## Orbital energies of an arsine alcohol: what sets method D apart

The molecule is an ethanol chain with an AsH₂ group on its far carbon. Four methods were applied to it at one fixed geometry and with one basis set. Methods A, B and C differ among themselves, but they share a setting that D changes. Can the orbital energies reveal what that setting is?

C2H7AsO (SMILES OCC[AsH2], point group C1). Ansatz 0.2.0, gas phase, PBE0-D4/def2-TZVP geometries; orbital energies in def2-TZVPP by unnamed methods. Orbital energies of one closed-shell molecule with 26 valence electrons, counted from the HOMO (index 0; 1 is the LUMO), in 4 methods. Orbitals are matched by their order in energy, which can swap between methods.

```
orbital index  method A (eV)  method B (eV)  method C (eV)  method D (eV)  method D less method A (eV)
          -13         -41.92         -41.29         -40.62         -45.37                        -3.45
          -12         -27.76         -27.03         -25.59         -29.69                        -1.93
          -11         -20.17         -19.87         -18.87         -22.01                        -1.84
          -10         -16.66         -16.53         -15.88         -18.40                        -1.74
           -9         -14.83         -14.77         -14.22         -16.49                        -1.66
           -8         -13.58         -13.49         -13.14         -15.14                        -1.56
           -7         -11.72         -11.66         -11.32         -13.26                        -1.54
           -6         -10.58         -10.49         -10.28         -11.99                        -1.41
           -5         -10.32         -10.23          -9.88         -11.64                        -1.32
           -4          -8.85          -8.74          -8.44         -10.12                        -1.27
           -3          -8.46          -8.36          -8.06          -9.66                        -1.19
           -2          -8.26          -8.21          -8.01          -9.44                        -1.17
           -1          -6.78          -6.65          -6.42          -8.16                        -1.38
            0          -6.26          -6.20          -6.06          -7.23                        -0.96
            1          -0.02           0.18          -0.36           0.89                         0.91
            2           0.33           0.53          -0.06           1.27                         0.94
            3           0.60           0.93           0.25           1.59                         0.99
```

The orbital index counts from the highest filled level, the HOMO, which is 0. Negative indices are deeper filled levels, and 1 is the lowest empty level, the LUMO. In every row D lies outside the range covered by A, B and C: below it for the filled levels, above it for the empty ones. Since A differs from D in more than the setting in question, the comparison below uses B, the method closest to D in construction.

### Sign and scaling

From B to D the HOMO falls by 1.03 eV, while the LUMO rises by 0.71 eV. A new zero of energy would have moved both the same way. The setting therefore does more than shift the scale. The opposite signs alone do not show that it tells filled orbitals from empty ones, because a potential made deeper near the nuclei and shallower farther out could produce them too. The gap between HOMO and LUMO widens from 6.38 to 8.12 eV.

The filled levels do not fall equally. The fall grows with depth, with one exception at row −1, and reaches 2.66 eV in row −12, the deepest valence level, which its energy identifies as mainly oxygen 2s. Row −13 falls by 4.08 eV. It is no longer a valence level but the top of the arsenic 3d shell, whose orbitals are held close to the nucleus. The largest shifts thus belong to small, tightly bound orbitals.

### A change that looks similar

The step from C to B also lowers all filled levels and raises the three empty ones, although it leaves the setting in question untouched. The signs alone are therefore weak evidence. Sizes separate the two steps better: from C to B the HOMO falls by only 0.14 eV, and the gap opens by 0.68 eV instead of 1.74 eV. For the empty levels the contrast is slight, and in row 3 the two steps are about equal.

Within the table the patterns differ as well. From C to B the largest fall, 1.44 eV, is in the oxygen 2s level, and the arsenic 3d level falls by less than half as much. From B to D the order is reversed, with arsenic 3d well ahead. This contrast is a clue and no proof, because core levels too deep for the table also fall strongly from C to B, oxygen 1s by about 9 eV. Still, every filled level in the table falls further from B to D, and arsenic 3d by far the most. That points to a change that lowers filled orbitals, and compact ones most. Removing the repulsion of an electron with its own charge cloud would do both, so D is probably the method that removes more of this spurious repulsion.

### The setting

Kohn–Sham orbital energies of gas-phase C2H7AsO (SMILES OCC[AsH2]), computed with Ansatz 0.2.0 using B97M-V, r2SCAN, SPW92 and r2SCAN0 (25 % exact exchange; the others have none) in the def2-TZVPP basis at the PBE0-D4/def2-TZVP geometry. Orbitals are counted from the HOMO (0; the LUMO is 1) and matched between methods by their order in energy.

The setting is the share of exact exchange. Method A is B97M-V, B is r2SCAN, C is SPW92 (the local density approximation) and D is r2SCAN0. Methods A, B and C take exchange from the local density and related local quantities; D replaces a quarter of it by exchange computed from the orbitals themselves. The step from C to B, by contrast, improves the local description without adding any exact exchange.

The hydrogen atom shows the mechanism in its simplest form. Its single electron has nothing to repel it, yet a density functional first computes the repulsion of the whole charge cloud with itself and then relies on exchange to cancel it. Exact exchange cancels it completely. A local approximation leaves a remainder, which pushes the level up to roughly half its true depth. The comparison holds for filled levels only, and in the molecule D makes just a quarter of the replacement, among electrons that also exchange with one another.

The repulsion within a charge cloud grows as the cloud shrinks, and the uncancelled remainder tends to grow with it. This is why theory expects arsenic 3d and oxygen 2s to fall further than the more spread-out HOMO. The rule for a filled level is to ask how tightly its orbital is confined, not only how deep it lies. The computed 3d energy itself lacks relativistic effects, but B and D share that omission.

An empty orbital holds no electron whose self-repulsion could be cancelled. A local functional nevertheless gives it the same attractive exchange potential as the filled orbitals. Exact exchange attracts it much less, so replacing a quarter of the potential raises the level. These levels also depend on the basis set, which has no diffuse functions, and the slightly negative LUMO energies of A and C are no sign of a stable anion.

### Can the size reveal the share?

With exact exchange alone, Koopmans' theorem places the HOMO near minus the ionisation energy. For a simple alkylarsine this energy is roughly 10 eV, a recalled value. If the HOMO moves in proportion to the share of exact exchange, the share follows from how far D has travelled from B towards that end point:

share ≈ fall of the HOMO / (ionisation energy − depth of the HOMO in B)

share ≈ 1.03 / (10 − 6.20) ≈ 0.27

The true share is 0.25. An ionisation energy of 9.5 eV, equally defensible, would give 0.31, so the estimate points to "about a quarter to a third" and no closer. It uses the HOMO row alone, takes that orbital to be the arsenic lone pair, and depends strongly on the recalled ionisation energy. One reason to expect too high a share is that D keeps an attractive correlation term, which Koopmans' end point leaves out; with it, the end point would lie deeper.

### The exception at row −1

Row −1 falls by 1.51 eV, more than the level on either side of it. Its distance from the HOMO doubles as a result, from 0.45 eV in B to 0.93 eV in D. A likely but untested explanation is that row −1 is mainly the oxygen lone pair and the HOMO mainly the arsenic lone pair. Oxygen holds its lone pair in a smaller volume, so the mechanism would lower it more. This reading assumes that both methods place the two orbitals in the same order, because levels are matched by energy alone.

For practical work, the uneven falls mean that exact exchange does more than widen the gap: it also changes the spacing of the filled levels. A constant correction added to the levels of B would not reproduce those of D. The differences for every row are in the printed output after this text.

Numerical output:

```
Level differences in eV:
  row  D less B  B less C  A less B  spread of A B C  D beyond nearest of A B C
  -13     -4.08     -0.67     -0.63              1.3                       3.45
  -12     -2.66     -1.44     -0.73             2.17                       1.93
  -11     -2.14        -1      -0.3              1.3                       1.84
  -10     -1.87     -0.65     -0.13             0.78                       1.74
   -9     -1.72     -0.55     -0.06             0.61                       1.66
   -8     -1.65     -0.35     -0.09             0.44                       1.56
   -7      -1.6     -0.34     -0.06              0.4                       1.54
   -6      -1.5     -0.21     -0.09              0.3                       1.41
   -5     -1.41     -0.35     -0.09             0.44                       1.32
   -4     -1.38      -0.3     -0.11             0.41                       1.27
   -3      -1.3      -0.3      -0.1              0.4                        1.2
   -2     -1.23      -0.2     -0.05             0.25                       1.18
   -1     -1.51     -0.23     -0.13             0.36                       1.38
    0     -1.03     -0.14     -0.06              0.2                       0.97
    1      0.71      0.54      -0.2             0.54                       0.71
    2      0.74      0.59      -0.2             0.59                       0.74
    3      0.66      0.68     -0.33             0.68                       0.66
Rows (of 17) where D lies farther out than A, B, C spread: 15
HOMO-LUMO gap A (eV): 6.24
HOMO-LUMO gap B (eV): 6.38
HOMO-LUMO gap C (eV): 5.7
HOMO-LUMO gap D (eV): 8.12
Gap opening from B to D (eV): 1.74
Gap opening from C to B, the semilocal control (eV): 0.68
HOMO fall B to D over HOMO fall C to B (ratio): 7.357
Fall of row -13 over fall of HOMO, B to D (ratio): 3.961
Fall of row -12 over fall of HOMO, B to D (ratio): 2.583
Fall of row -13 as percentage of its B energy: 9.881
Fall of HOMO as percentage of its B energy: 16.61
Breaks in the order of the occupied falls, B to D (count): 1
Spacing of rows -1 and 0 in B (eV): 0.45
Spacing of rows -1 and 0 in D (eV): 0.93
Estimated exact-exchange fraction, ionisation energy 9.5 eV: 0.3121
Estimated exact-exchange fraction, ionisation energy 10 eV: 0.2711
```
